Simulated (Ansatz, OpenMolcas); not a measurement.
**Strength of the N–H bond: BH2(NH2) → BH2(NH) + H**

Species: BH2(NH2), singlet; BH2(NH), doublet; H atom, doublet. 

Shapes, held fixed at every level: PBE0-D4/def2-TZVP. Programs: Ansatz 0.2.0, OpenMolcas 26.06. The zero-point and thermal change to 298 K, harmonic and unscaled (PBE0-D4/def2-TZVP), is -37.6 kJ/mol.

**Question.** Estimate ΔH(298 K) of this reaction.

**Answer.** The highest level, CCSD(T)/CBS estimate, gives ΔH(298 K) = +478.7 kJ/mol; the levels span +450.4 to +489.9. The column of differences is taken from that level and isn't an error. No measured value is set beside it here. Open shells run unrestricted unless RO is named. The CBS estimate extrapolates MP2 from def2-TZVPP and def2-QZVPP and adds CCSD(T) − MP2 in the triple-zeta set, cores frozen.

| level | kind | ΔH(298 K) (kJ/mol) | less CCSD(T)/CBS estimate |
| --- | --- | --- | --- |
| SVWN5/def2-TZVPP | LDA | +489.9 | +11.2 |
| BHLYP/def2-TZVPP | global hybrid | +458.6 | -20.1 |
| PBE0/def2-TZVPP | global hybrid | +453.4 | -25.3 |
| BHLYP-D4/def2-TZVPP | global hybrid | +459.5 | -19.2 |
| r2SCAN0-D4/def2-TZVPP | global hybrid | +450.4 | -28.3 |
| B2PLYP/def2-TZVPP | double hybrid | +465.3 | -13.4 |
| CCSD(T)/def2-TZVPP | coupled cluster or CI | +470.1 | -8.6 |
| CCSD(T)/CBS estimate | coupled cluster or CI | +478.7 | 0.0 |

The N–H bond in aminoborane is strong, at +478.7 kJ/mol. The molecule is isoelectronic with ethylene, its nitrogen lone pair being shared with the empty boron p orbital. Loss of hydrogen probably leaves a vinyl-like σ radical, with the unpaired electron in the plane on nitrogen; the B–N π bond then survives, but offers the radical little delocalisation.

Breaking the bond also removes the correlation energy of its electron pair, which a finite basis recovers incompletely. This accounts for the lower coupled-cluster value in the triple-zeta set. The hybrids and the double hybrid fall lower still, whereas SVWN5 overbinds, as local functionals usually do, partly because they place the free hydrogen atom too high in energy. Its closer agreement than the hybrids' is therefore no sign of a better description. Nor does exact exchange alone order the hybrids, since BHLYP lies above PBE0 despite its larger share. Dispersion matters little for so local a bond, as the BHLYP pair shows.
